## Two-channel Debye model with Ioffe–Regel switching

In a weakly anharmonic insulator near and above its Debye temperature the lattice thermal conductivity falls as $1/T$. In soft or complex crystals the fall is slower and $\kappa$ approaches a floor of the size found in glasses. The simplest account assigns each vibration to one of two channels. A mode propagates as a phonon while its lifetime exceeds half a period, and otherwise passes its energy on diffusively at a rate set by its frequency alone. For a classical Debye branch this model can be solved in closed form.

### Premises and conventions

Frequencies $\omega$ are angular and $\nu=\omega/2\pi$. The lifetime $\tau$ is the decay time of the mode energy, so the Lorentzian line has full width at half maximum $\Gamma=1/\tau$ in angular frequency. All results hold for one polarisation until a sum over polarisations is written.

1. **Debye branch.** The dispersion is isotropic and linear, $\omega=vq$, up to $q_D=(6\pi^2n)^{1/3}$, with $n$ the number density of atoms. Three such branches hold all $3n$ vibrations per unit volume, optical ones included. The cut-off is $\omega_D=vq_D$, and $\Theta=\hbar\omega_D/k_B$.
2. **Classical statistics.** Each mode has heat capacity $k_B$.
3. **Anharmonic lifetime.** $1/\tau_{\rm ph}=B\omega^2T$ with constant $B$, in s K$^{-1}$. The factor $T$ is the classical limit of three-phonon scattering, whose rate is linear in occupations $n_0\simeq k_BT/\hbar\omega$. The factor $\omega^2$ is the customary model form and is assumed.
4. **Floor.** Energy stays in a vibration for at least half a period, $\tau_{\min}=\pi/\omega$. This is the assumption of the minimum-conductivity model of Cahill, Watson and Pohl (1992).
5. **Sharp switch.** Every mode has diffusivity $D=v^2\tau/3$ with $\tau=\max(\tau_{\rm ph},\tau_{\min})$.

Premises 4 and 5 are postulates and do not follow from the Boltzmann equation.

### The kinetic formula

In a steady temperature gradient along $z$ the linearised Boltzmann equation in the relaxation-time approximation balances drift against relaxation to the local Bose distribution $n_0$:

$$v_z\frac{\partial n_0}{\partial T}\frac{dT}{dz}=-\frac{\delta n}{\tau}.$$

The equilibrium part carries no current, because $\mathbf q$ and $-\mathbf q$ cancel. The heat flux is $J_z=V^{-1}\sum_{\mathbf q}\hbar\omega\,v_z\,\delta n$. Inserting $\delta n$ and comparing with $J_z=-\kappa\,dT/dz$ gives

$$\kappa=\frac1V\sum_{\mathbf q}C\,v_z^2\,\tau,\qquad C=\hbar\omega\frac{\partial n_0}{\partial T}=k_B\,\frac{y^2e^{y}}{(e^{y}-1)^2},\qquad y=\frac{\hbar\omega}{k_BT}.\tag{1}$$

Isotropy replaces $v_z^2$ by $v^2/3$, so that $\kappa=V^{-1}\sum CD$ with $D=v^2\tau/3$. A sum of heat capacity times diffusivity is also the form of the Allen–Feldman theory of disordered harmonic solids, whose extended but non-propagating modes are called diffusons. This common form is what allows both kinds of mode to be put in one sum. For the second kind, $\tau_{\min}$ only parametrises $D=\pi v^2/3\omega$ and is not the flight time of a wave packet.

The number of states per unit volume in a shell of $\mathbf q$ space is $4\pi q^2dq/(2\pi)^3$, and $q=\omega/v$ gives $g(\omega)=\omega^2/2\pi^2v^3$. The condition $\int_0^{\omega_D}g\,d\omega=q_D^3/6\pi^2=n$ fixes the $q_D$ of premise 1. With $C=k_B$,

$$\kappa=\frac{k_Bv^2}{3}\int_0^{\omega_D}g\,\tau\,d\omega=\frac{k_B}{6\pi^2v}\int_0^{\omega_D}\omega^2\tau\,d\omega.\tag{2}$$

### The switching frequency

The ratio of the two times is $\tau_{\rm ph}/\tau_{\min}=1/(\pi BT\omega)$. It falls monotonically with $\omega$ and passes through unity once, at

$$\omega_c=\frac{1}{\pi BT}.\tag{3}$$

Modes below $\omega_c$ are phonons and modes above it are diffusons. At $\omega_c$ the mean free path $\ell=v\tau=\pi v/\omega$ is half the wavelength $2\pi v/\omega$. Equivalent statements are $q\ell=\pi$ and $\Gamma=\omega/\pi$, and this is the form of the Ioffe–Regel criterion used here. Heating lowers $\omega_c$, which enters the spectrum when $\omega_c=\omega_D$, at

$$T^*=\frac{1}{\pi B\omega_D},\qquad x\equiv\frac{\omega_c}{\omega_D}=\frac{T^*}{T}.\tag{4}$$

The natural unit of conductivity is the value of (2) when every mode sits on the floor, where $\omega^2\tau=\pi\omega$:

$$\kappa_{\min}=\frac{k_B}{6\pi^2v}\,\frac{\pi\omega_D^2}{2}=\frac{k_B\omega_D^2}{12\pi v}=\frac12\Big(\frac{\pi}{6}\Big)^{1/3}k_B\,n^{2/3}v=0.403\,k_Bn^{2/3}v.\tag{5}$$

The third form uses $\omega_D^2/v=v(6\pi^2n)^{2/3}$. The shortest length on the floor is $\pi/q_D=(\pi/6)^{1/3}n^{-1/3}=0.806\,n^{-1/3}$, about one interatomic distance, so the floor implies no step much shorter than the spacing of the atoms.

Set $u=\omega/\omega_D$. From (3), $\omega^2\tau_{\rm ph}=1/BT=\pi\omega_c=\pi\omega_Dx$, while $\omega^2\tau_{\min}=\pi\omega_Du$. Premise 5 then gives $\omega^2\tau=\pi\omega_D\max(x,u)$. Inserting this in (2) yields the prefactor $k_B\omega_D^2/6\pi v=2\kappa_{\min}$, and

$$\frac{\kappa}{\kappa_{\min}}=2\int_0^1\max(x,u)\,du.\tag{6}$$

The reduced conductivity depends on $T^*/T$ alone.

### The two regimes

**Below $T^*$.** Here $x\ge1\ge u$, the integrand is the constant $x$, and

$$\kappa=2\kappa_{\min}\frac{T^*}{T}=\frac{k_B\,\omega_D}{6\pi^2vBT}\qquad(T\le T^*).\tag{7}$$

The density of states cancels the $\omega^{-2}$ of the lifetime, so every frequency interval contributes equally and there is no divergence at $\omega\to0$.

**Above $T^*$.** The integral splits at $u=x$:

$$\frac{\kappa_{\rm ph}}{\kappa_{\min}}=2\int_0^x x\,du=2x^2,\qquad\frac{\kappa_{\rm dif}}{\kappa_{\min}}=2\int_x^1u\,du=1-x^2.\tag{8}$$

The phonon channel falls as $T^{-2}$. One power comes from the lifetime, the other from the shrinking frequency range $0<\omega<\omega_c$. The diffuson channel rises towards $\kappa_{\min}$, and it lacks the amount $x^2\kappa_{\min}$ that the modes below $\omega_c$ would have carried on the floor. The sum is

$$\kappa=\kappa_{\min}\left[1+\Big(\frac{T^*}{T}\Big)^2\right]\qquad(T\ge T^*).\tag{9}$$

The coefficient of the $T^{-2}$ term is $2-1$, that is, two parts from the phonon channel less one part for the missing diffusons. Fitting the excess over the plateau and calling it the phonon contribution would therefore halve that contribution. In absolute terms

$$\kappa-\kappa_{\min}=\frac{k_B\omega_c^2}{12\pi v}=\frac{k_B}{12\pi^3vB^2T^2},$$

which does not contain $\omega_D$, since only modes below $\omega_c$ depart from the floor.

**Matching.** At $x=1$ both forms give $2\kappa_{\min}$, and both have $d\kappa/dx=2\kappa_{\min}$. Equation (9) exceeds the continuation of (7) by $\kappa_{\min}(1+x^2-2x)=\kappa_{\min}(1-x)^2$, which vanishes quadratically. The curve has no kink, and only its second derivative jumps. The logarithmic slope is

$$\frac{d\ln\kappa}{d\ln T}=-1\quad(T\le T^*),\qquad\frac{d\ln\kappa}{d\ln T}=-\frac{2x^2}{1+x^2}\quad(T\ge T^*),$$

so $\kappa$ never falls faster than $1/T$, although the leading correction to the plateau goes as $T^{-2}$.

**Stationarity.** If the switch is placed at an arbitrary $u_s$ between 0 and 1, then $\kappa/\kappa_{\min}=2xu_s+1-u_s^2=1+x^2-(u_s-x)^2$. The total is maximal at $u_s=x$ and insensitive to first order, because the two lifetimes are equal there. The division into channels, $2xu_s$ and $1-u_s^2$, changes at first order. The total is therefore better defined than its parts.

**Three polarisations.** Each has its own $v_i$, and so its own $\kappa_{\min,i}\propto v_i$ and $T_i^*=1/(\pi B_iv_iq_D)$. The conductivities add. Above the largest $T_i^*$ the sum has again the form (9), with $\kappa_{\min}=\sum_i\kappa_{\min,i}$ and $T^{*2}$ replaced by the average of $T_i^{*2}$ weighted with $\kappa_{\min,i}$.

### How far the result depends on the premises

**The constant in the floor.** Let $\tau_{\min}=s/\omega$, where $s=\pi$ above and $s=1$ corresponds to $q\ell=1$. Repeating the steps gives $\omega_c=1/sBT$, $T^*=1/sB\omega_D$ and $\kappa_{\min}=sk_B\omega_D^2/12\pi^2v$, and (6) is unchanged. The shape is independent of $s$. The plateau scales as $s$, the excess $\kappa_{\min}x^2$ as $1/s$, and (7) in terms of $B$ is untouched.

**The scattering law.** Let $1/\tau_{\rm ph}=B\omega^mT$ with $1<m<3$. Then $\omega_c^{m-1}=1/\pi BT$ and $u_c=\omega_c/\omega_D=(T^*/T)^{1/(m-1)}$, with $T^*$ again defined by $\omega_c=\omega_D$. Since $\tau_{\rm ph}=(\pi/\omega_c)(\omega_c/\omega)^m$, the phonon channel is $2u_c^{m-1}\int_0^{u_c}u^{2-m}du=2u_c^2/(3-m)$, and

$$\frac{\kappa}{\kappa_{\min}}=1+\frac{m-1}{3-m}\Big(\frac{T^*}{T}\Big)^{2/(m-1)}.$$

Both the exponent 2 and the unit coefficient in (9) belong to $m=2$. If instead the rate is $\omega^2$ times another function of temperature, (6) holds with $x=\omega_c/\omega_D$. A rate proportional to $\omega^2T^2$, as a model of four-phonon scattering, gives $x\propto T^{-2}$ and an excess proportional to $T^{-4}$.

**The sharp switch.** Replace the maximum by $\tau=(\tau_{\rm ph}^p+\tau_{\min}^p)^{1/p}$, which tends to it as $p\to\infty$. The integrand of (6) becomes $(x^p+u^p)^{1/p}$. Subtracting $2\int_0^1u\,du=1$ and putting $u=x\sigma$ gives

$$\frac{\kappa}{\kappa_{\min}}=1+2x^2\int_0^{1/x}\Big[(1+\sigma^p)^{1/p}-\sigma\Big]d\sigma.$$

At large $\sigma$ the bracket behaves as $\sigma^{1-p}/p$. For $p>2$ the integral converges as $x\to0$, the $T^{-2}$ law survives, and only its coefficient changes, to 1.31 at $p=4$. For $p=2$ the closed form is $\sqrt{1+x^2}+x^2\,\mathrm{arsinh}(1/x)\simeq1+x^2[\tfrac12+\ln(2/x)]$. For $p=1$ the two channels act in parallel for every mode and

$$\kappa=\kappa_{\min}(1+2x),\tag{10}$$

with an excess in $1/T$. The $T^{-2}$ approach to the plateau thus requires that a mode above $\omega_c$ lose its phonon contribution quickly enough. It is a property of the switching rule. In the Wigner formulation of Simoncelli, Marzari and Mauri (2019) a particle-like term and an interbranch coherence term coexist, and the coherences become important when linewidths reach the spacing between branches, a criterion that makes no reference to $\omega/\pi$.

### Range of validity

**Quantum heat capacity.** Expanding (1), $C/k_B=1-y^2/12+y^4/240-\dots$ with $y=u\Theta/T$. The leading change of (6) is $-(\Theta^2/6T^2)\int_0^1\max(x,u)\,u^2du$. For $x\ge1$ the integral is $x/3$, a relative change of $-\Theta^2/36T^2$. For $x\le1$ it is $x^4/3+(1-x^4)/4=\tfrac14+x^4/12$, and

$$\frac{\kappa}{\kappa_{\min}}\simeq1+\frac{T^{*2}}{T^2}-\frac{\Theta^2}{24T^2}\Big(1+\frac{x^4}{3}\Big).\tag{11}$$

The quantum term has the same leading power of $T$ as the effect in (9) and the opposite sign. Raising the temperature does not reduce it relative to the excess. The excess is meaningful only if $T^{*2}\gg\Theta^2/24$, and for $T^*<0.20\,\Theta$ the plateau is approached from below, as in a glass. The scattering rate has quantum corrections of the same order, since $n_0+\tfrac12=y^{-1}(1+y^2/12+\dots)$. These act on the phonon channel only. Equation (7) further needs a window between roughly $\Theta$ and $T^*$. Well below $\Theta$ umklapp processes freeze out and premise 3 fails.

**Sample size.** A boundary rate $v/d$ added to $B\omega^2T$ defines $\omega_d^2=v/dBT$, and

$$\int_0^{\omega_c}\omega^2\tau\,d\omega=\frac{1}{BT}\int_0^{\omega_c}\frac{\omega^2d\omega}{\omega^2+\omega_d^2}=\frac{1}{BT}\Big[\omega_c-\omega_d\arctan\frac{\omega_c}{\omega_d}\Big].$$

The shift of $\omega_c$ enters the total only at second order, by the stationarity argument. Because $\omega_d^2/\omega_c^2=\ell_c/d$ with $\ell_c=\pi v/\omega_c$, the phonon channel loses the fraction $(\pi/2)\sqrt{\ell_c/d}$ for $d\gg\ell_c$. The square root makes grains and wires matter at sizes far above $\ell_c$. Point defects reduce the phonon channel from the high-frequency side and must also be dilute.

**Thermal expansion.** The derivation holds $v$, $n$ and $B$ fixed. Since $\kappa_{\min}\propto\omega_Dq_D$, with $\omega_D\propto V^{-\gamma}$ for a Grüneisen parameter $\gamma$ and $q_D\propto V^{-1/3}$, the plateau at constant pressure acquires the slope $d\ln\kappa_{\min}/d\ln T=-(\gamma+\tfrac13)\alpha_VT$, where $\alpha_V$ is the volume expansion coefficient. Far above $T^*$ this overtakes the slope $-2x^2$. Structural transitions change all inputs at once.

**Consistency near $\omega_c$.** The Boltzmann equation needs $\omega\tau\gg1$, whereas the phonon channel (8) is spread uniformly up to $\omega_c$. Half of it comes from $\omega_c/2<\omega<\omega_c$, where $\omega\tau_{\rm ph}=\pi\omega_c/\omega$ lies between $\pi$ and $2\pi$. Unit coefficients in (9) are therefore those of an interpolation. Heat carried by electrons and by radiation is left out.

### Illustration for CsPbBr$_3$ above 200 K

The orthorhombic phase, with 20 atoms per cell, is stable up to approximately 360 K, and the illustration is confined to it. The inputs are approximate. A pseudocubic cell of edge 5.85 Å with five atoms gives $n=2.50\times10^{28}$ m$^{-3}$, and the isotropic sound velocities are taken as $v_t=1200$ m s$^{-1}$ (two branches) and $v_l=2400$ m s$^{-1}$. One common $B=7.0\times10^{-17}$ s K$^{-1}$ is used. It was chosen so that the model reproduces the typical room-temperature conductivity of about 0.4 W m$^{-1}$K$^{-1}$, so the value at 300 K tests nothing. Intermediate quantities are carried unrounded.

The cut-off is $q_D=1.14\times10^{10}$ m$^{-1}$, so that $k_Bq_D^2/12\pi=4.76\times10^{-5}$ J m$^{-2}$K$^{-1}$ multiplies $v_i$ in (5). The shortest step $\pi/q_D=2.8$ Å is close to half the cell edge, 2.9 Å, which is roughly the Pb–Br distance.

| branch | $\omega_D$ ($10^{13}$ s$^{-1}$) | $\nu_D$ (THz) | $\Theta$ (K) | $\kappa_{\min}$ (W m$^{-1}$K$^{-1}$) | $T^*$ (K) |
|---|---|---|---|---|---|
| transverse, each | 1.37 | 2.18 | 104 | 0.0571 | 332 |
| longitudinal | 2.74 | 4.35 | 209 | 0.114 | 166 |

The floor of the three branches is 0.228 W m$^{-1}$K$^{-1}$. With a common $B$ the switching frequency is common too. At 300 K it is $\nu_c=2.41$ THz ($\hbar\omega_c=10.0$ meV), where $\tau=0.21$ ps and the longitudinal $\ell_c=0.50$ nm. A 1 THz mode has $\tau_{\rm ph}=1.2$ ps. The longitudinal branch follows (9) throughout, and the transverse branches follow (7) up to 332 K. Above that temperature the weighted average gives $\kappa=0.228\,[1+(263\ {\rm K}/T)^2]$ W m$^{-1}$K$^{-1}$.

The next table is in W m$^{-1}$K$^{-1}$. The third decimal serves only to display differences between columns, each rounded separately. The column $\kappa_Q$ keeps the full heat capacity (1) inside (6), and the last column is (7) continued without a floor.

| $T$ (K) | $\kappa_{\rm ph}$ | $\kappa_{\rm dif}$ | $\kappa$ | $\kappa_Q$ | no floor |
|---|---|---|---|---|---|
| 200 | 0.537 | 0.035 | 0.573 | 0.564 | 0.569 |
| 250 | 0.405 | 0.064 | 0.468 | 0.463 | 0.456 |
| 300 | 0.323 | 0.079 | 0.402 | 0.399 | 0.380 |
| 350 | 0.258 | 0.100 | 0.357 | 0.355 | 0.325 |

The classical premise holds well for the total, which the quantum heat capacity lowers by 1.5 per cent at 200 K. That shift, 0.009, is nevertheless larger than the gain from the floor over the pure $1/T$ law at this temperature, 0.003. At 350 K the order is reversed, 0.002 against 0.032. In (11) the ratio $\Theta^2/24T^{*2}$ is 0.066 for the longitudinal and 0.004 for the transverse branches, so the $T^{-2}$ excess dominates its quantum rival. Boundaries $d=100$ nm apart would remove 11 per cent of the longitudinal phonon channel at 300 K. With the illustrative values $\gamma=2$ and $\alpha_V=1.2\times10^{-4}$ K$^{-1}$ the expansion slope of the plateau at 350 K is $-0.10$, against the slopes $-0.37$ of the longitudinal branch and $-0.72$ of the total at fixed volume.

Two weaknesses are larger. The first is the Debye spectrum. Three of the 60 branches are acoustic, and they fill the Debye sphere only to $20^{-1/3}q_D=0.37\,q_D$, that is, to 0.80 THz (transverse) and 1.60 THz (longitudinal). For a branch below $T^*$ the uniform integrand of (6) assigns 63 per cent of $\kappa$ to frequencies that stand for optical modes, which are credited with the full sound velocity, and the chosen $B$ absorbs this. The mean spacing of 60 branches over 4.35 THz is 0.073 THz, and the model's linewidth $B\omega^2T/2\pi$ reaches it at 0.74 THz for 300 K, far below $\nu_c$. By the spacing criterion most modes are already outside the simple phonon picture, so the model's diffuson share of 20 per cent at 300 K is probably too small.

The second weakness is the switching rule. The additive rule (10) with the same $B$ gives 0.61 W m$^{-1}$K$^{-1}$ at 300 K. Readjusted to the same 300 K value as the sharp rule, it needs $B=1.5\times10^{-16}$ s K$^{-1}$ and gives 0.49 at 200 K and 0.38 at 350 K. The mean exponent $-\Delta\ln\kappa/\Delta\ln T$ between 200 and 350 K is 0.84 for the sharp switch and 0.46 for the additive rule, and the additive value at 200 K lies 15 per cent below the sharp one. This spread limits the model's numbers to two figures at best, a fall from about 0.57 to 0.36 W m$^{-1}$K$^{-1}$ between 200 and 350 K for the sharp switch. As typical knowledge, the conductivity of this crystal falls more gently over that range than the exponent 0.84 implies, so the model's value at 200 K is more likely high than low, by an amount of the order of the spread between the two rules. For the tetragonal and cubic phases at higher temperature, $v_i$, $n$ and $B$ have to be chosen afresh.